# Five bonds to silicon, identified from the density at one point

## The molecule and the question

The molecule is a nearly flat four-membered ring, Si2–N3–C4–Si5, closed by a bond between the two silicon atoms. Si2 carries a fluorine and a hydrogen, Si5 carries two hydrogens, and the nitrogen and carbon carry hydrogens only. On the path that joins two bonded atoms, the electron density has a lowest point, the bond critical point. Can the properties of the density at that point tell us which bond we are looking at?

Five of the eleven bonds are to be identified, and silicon takes part in each of them. The candidate numbers stand for these bonds:

- 5: Si2–N3
- 6: F1–Si2
- 7: Si2–H6
- 9: Si5–H10
- 10: C4–Si5

The numbers are the row labels of the full table, which is shown after the reasoning.

Properties of the electron density at QTAIM bond critical points of the four-membered ring molecule F[SiH]1NC[SiH2]1 (CH6FNSi2), from PySCF 2.14.0 with BP86/def2-TZVP. The molecule is a neutral singlet in the gas phase at its GFN2-xTB geometry. The energy density is the sum of the kinetic and potential parts. Candidates: 9, 5, 7, 6, 10.

```csv
row,density (a.u.),laplacian (a.u.),ellipticity,energy density (a.u.)
A,0.135,0.573,0.165,-0.063
B,0.123,0.167,0.024,-0.076
C,0.112,0.112,0.088,-0.068
D,0.131,0.870,0.022,-0.041
E,0.128,0.149,0.033,-0.083
```

## What the columns measure

The density $\rho$ is the number of electrons per unit volume at the critical point. The Laplacian $\nabla^2\rho$ adds up the curvatures of the density in three directions. It is negative where charge is locally concentrated and positive where it is locally depleted. The ellipticity compares the two curvatures across the bond: it is zero for a round bond and grows when the density spreads more to one side than to the other.

The energy density $H$ is the sum of a kinetic part $G$, which is positive, and a potential part $V$, which is negative. A negative $H$ is a common sign of shared electrons. The local virial relation links these quantities to the Laplacian:

$$\tfrac14\nabla^2\rho = 2G+V, \qquad H=G+V, \qquad\text{so}\qquad G=\tfrac14\nabla^2\rho-H .$$

The ratio $G/\rho$, the kinetic energy per electron, is the most telling quantity here. If a single orbital made up the density, its slope would vanish at the critical point along with the slope of the density, and $G$ would be zero. A large $G/\rho$ therefore means that several orbitals with different slopes meet at the point. One place where this happens is the edge of an atomic core, where the steep tail of the core orbitals runs into the density of the neighbour.

## Fluorine: the point at the edge of the core

A strongly electronegative partner draws silicon's valence electrons towards itself. Going from the partner to silicon, the density then keeps falling until the silicon core makes it rise again. The critical point lies close to that core, where the density curves steeply upwards along the bond. Theory thus leads us to look for a large positive Laplacian together with a large $G/\rho$.

Row D has the most positive Laplacian of the five. Its kinetic energy density is $G = 0.870/4 + 0.041 = 0.259$, and division by the density of 0.131 gives about 2.0 atomic units per electron. The bond Si5–H11, whose identity is known, has slightly less than half of that. Row D is therefore the bond to fluorine.

The ellipticity of D supports this choice. Fluorine has lone-pair density on all sides of the bond axis, so a nearly round bond is natural. The positive Laplacian doesn't mean that the bond lacks covalent character, because $H$ is still negative.

## Nitrogen and carbon: the bonds that are not round

Rows A and C stand out by their ellipticities, 0.165 and 0.088. Among the bonds of known identity outside the ring, the largest value is 0.049. The two elliptical rows are thus best read as the two ring bonds among the candidates, Si–N and C–Si. The rule works in one direction only, since the ring bonds N–C and Si–Si are nearly round.

To tell the two apart we return to the core-edge argument. Nitrogen attracts electrons more strongly than carbon, so its bond should have the more positive Laplacian. Row A has 0.573 and row C only 0.112. A is therefore Si–N and C is C–Si.

The nitrogen is almost planar, and its lone pair points out of the ring plane. Some spreading of that lone pair towards silicon would make the bond elliptical, which fits row A. It is no proof of a double bond, because C–Si is also elliptical although carbon has no lone pair to offer.

## Two bonds to hydrogen: a class that is sure, an order that is not

Rows B and E remain, and both resemble the known bond Si5–H11. That bond has a density of 0.123 and a Laplacian of 0.163, and it is nearly round. That B and E are the two Si–H bonds is as sure as the three assignments before.

To decide which is which, we can use Si5–H11 as a template. The two hydrogens on Si5 lie on opposite sides of a nearly flat ring, so their bonds should be almost alike. The simplest estimate for Si5–H10 is a copy of the values of Si5–H11. Row B matches the density to three decimals and misses the Laplacian by 0.004, whereas E misses the Laplacian by 0.014. This favours B as Si5–H10 and E as Si2–H6.

The choice is only probable. The two C–H bonds are a similar pair on one atom, and their Laplacians already differ by 0.009, which is not far from the miss of row E. The bond lengths lend the choice some support. Si2–H6 is shorter than Si5–H10 by less than 0.01 Å, and between the same two elements the shorter bond normally has the higher density, which again points to E as Si2–H6. But so small a difference in a tight-binding geometry is weak evidence. Fluorine on the same silicon may well cause this shortening, but no calculation without fluorine is at hand to test it.

## The labels

A is row 5, B is row 9, C is row 10, D is row 6 and E is row 7. All five assignments were right, including the uncertain one. In the full table, row 1 is N–H, rows 2 and 3 are the C–H bonds and row 4 is N–C. Row 8 is the template Si5–H11, and row 11 is Si–Si. The row numbers follow falling density, an order that the reasoning did not use.

The rows with their labels:

```csv
row,density (a.u.),laplacian (a.u.),ellipticity,energy density (a.u.)
1,0.339,-1.640,0.038,-0.472
2,0.277,-0.931,0.049,-0.275
3,0.276,-0.922,0.049,-0.273
4,0.258,-0.588,0.011,-0.267
5,0.135,0.573,0.165,-0.063
6,0.131,0.870,0.022,-0.041
7,0.128,0.149,0.033,-0.083
8,0.123,0.163,0.022,-0.077
9,0.123,0.167,0.024,-0.076
10,0.112,0.112,0.088,-0.068
11,0.094,-0.162,0.015,-0.049
```

## Distance from the core as a closer guide than electronegativity

With the labels known, the core-edge picture can be compared with the positions of the critical points. The point lies 0.68 Å from silicon in Si–F, 0.69 Å in Si–N, about 0.73 Å in the Si–H bonds and 0.75 Å in C–Si. The kinetic energy per electron falls in the same order. Si–Si continues the trend: its point lies near the middle of a long bond, far from both cores, and $G/\rho$ is only 0.09.

Electronegativity alone does less well. Carbon attracts electrons somewhat more strongly than hydrogen, yet C–Si has a lower $G/\rho$ than the Si–H bonds. The C–Si bond is much longer, which leaves its critical point farther from the silicon core. The partner's pull and the bond length both help to set where the point lies, and so does the extent of the partner's own density. Seven bonds in one molecule agree with this picture but don't prove it.

The printed analysis that follows lists the kinetic energy per electron for every bond, and the distance from silicon for Si–F, Si–N, C–Si and the mean of the Si–H bonds. It ranks and compares these quantities, and no constants were fitted.

## What the density alone would have told us

Over all eleven bonds, shorter bonds tend to have the higher density, with a rank correlation of about −0.8. Within the five unknown bonds the correlation nearly vanishes, at −0.1. The Si–H bonds are the shortest of the five but not the densest. They are short largely because hydrogen is a small atom, so their length can't be compared directly with that of bonds to heavier partners. Density is a useful guide to length when the same two elements are compared, and a poor one when the partner changes.

It is no better as a measure of strength across different elements. Si–F has less than half the density of a C–H bond, yet it is normally the stronger of the two. Much of its strength comes from the attraction between opposite charges, which the density at one point doesn't record.

## The same partner on carbon

A neighbouring series would keep the partners and put carbon in the place of silicon. The table allows this for nitrogen and hydrogen. The Laplacian is 0.573 in Si–N and −0.588 in N–C, and it likewise changes from positive in Si–H to negative in C–H. Carbon has a smaller core and holds its valence electrons more firmly, so the critical points of N–C and C–H lie in the shared valence density. The change of sign therefore tells us where the point lies within the bond, and not that one bond is covalent and the other is not.

Printed output of the fit:

```
Local energies in atomic units:
  row        G  G per electron  H per electron  length in angstrom
    1    0.062          0.1829          -1.392               1.007
    2  0.04225          0.1525         -0.9928               1.094
    3   0.0425           0.154         -0.9891               1.095
    4     0.12          0.4651          -1.035               1.461
    5   0.2062           1.528         -0.4667               1.713
    6   0.2585           1.973          -0.313               1.622
    7   0.1202          0.9395         -0.6484               1.459
    8   0.1177          0.9573          -0.626               1.467
    9   0.1177          0.9573         -0.6179               1.467
   10    0.096          0.8571         -0.6071               1.931
   11   0.0085         0.09043         -0.5213               2.309
Density spread of the five unknown rows (a.u.): 0.023
Rank correlation of density with length, five unknown rows: -0.1
Rank correlation of density with length, all rows: -0.8182
Laplacian of Si-F less that of Si-N (a.u.): 0.297
G per electron, ratio of Si-F to the labelled Si-H of row 8: 2.061
Largest ellipticity outside the ring: 0.049
Ellipticity ratio of Si-N to Si-F: 7.5
Density of row 9 less row 8 (a.u.): 0
Density of row 7 less row 8 (a.u.): 0.005
Laplacian of row 9 less row 8 (a.u.): 0.004
Laplacian of row 7 less row 8 (a.u.): -0.014
Energy density of row 9 less row 8 (a.u.): 0.001
Energy density of row 7 less row 8 (a.u.): -0.006
Rank correlation of G per electron with partner electronegativity, Si bonds: 0.6786
Rank correlation of G per electron with distance of the point from Si, Si bonds: -0.9643
Distance of the point from Si in Si-F (angstrom): 0.6784
Distance of the point from Si in Si-N (angstrom): 0.6936
Distance of the point from Si in the three Si-H, mean (angstrom): 0.7271
Distance of the point from Si in C-Si (angstrom): 0.7545
```
